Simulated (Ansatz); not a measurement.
Nb2Pd: energy above lowest point against volume scale

Results calculated with Ansatz 0.2.0, not measured. Free energy against uniform scaling of the volume at fixed shape and fractions; periodic cell, basis, potentials, k mesh and filling as listed.

The cell before it is scaled or strained (space group Fmmm, No. 69):
```
CELL_PARAMETERS angstrom
0.00000 2.14540 6.53790
1.81810 0.00000 6.53790
1.81810 2.14540 0.00000
ATOMIC_POSITIONS crystal
Nb 0.33767 0.33767 0.66233
Nb 0.66233 0.66233 0.33767
Pd 0.00000 0.00000 0.00000
```

Settings of every row: functional LDA; dispersion none; potentials PAW; wave cutoff 420 eV; density cutoff 1680 eV; k mesh 11x11x11; k shift 0x0x0; occupations fermi dirac; smearing width 0.1 eV; spin none.

Limits: coarse k mesh, up to 40 meV an atom off; the cell comes from a prototype or a list of computed structures and needn't be the stable phase.

| row | volume scale | V (Å³/atom) | energy above lowest point (meV/atom) |
| --- | --- | --- | --- |
| 1 | 0.92 | 15.641 | 6.9 |
| 2 | 0.9467 | 16.095 | 0 |
| 3 | 0.9733 | 16.547 | ? |
| 4 | 1 | 17.001 | 34.5 |
| 5 | 1.0267 | 17.455 | 71.5 |
| 6 | 1.0533 | 17.907 | 119.1 |
| 7 | 1.08 | 18.361 | 175.9 |

Question: what energy above lowest point should row 3 give?

Worked fit of energy above lowest point. Take u = (V_r/V)^(2/3) − 1 with V_r = 17.228 Å³ an atom, which is twice the finite (Eulerian) strain; such expansions in the strain, on which the Birch-Murnaghan equation of state is built, carry the rest volume and the bulk modulus. The shown rows have u = 0.06655, 0.0464, 0.00888, -0.00869, -0.02544, -0.04157. Least squares give energy above lowest point = 51.58 − 2112.2 × u + 21340 × u² + 4704 × u³ meV/atom; a parabola predicts inner rows, each left out in turn, worse (root mean square 0.23 against 0.072 meV/atom). The rows lie off it by 0.0, 0.0, 0.0, 0.0, 0.1, 0.0. Its lowest point lies at u = 0.0487, or V = 16.04 Å³ an atom, and the curvature there gives the bulk modulus at fixed shape and fractions, B = (4/9)(1 + u)² E″(u)/V = 215 GPa. Letting shape and atoms relax would as a rule lower it, by much in layered, chain or molecular crystals. The withheld row has u = 0.02725, so the fit gives 51.58 − 2112.2 × (0.02725) + 21340 × (0.02725)² + 4704 × (0.02725)³ = 10.0 meV/atom.

The calculation gave 10 meV/atom. The fit meets it to the printed digit.
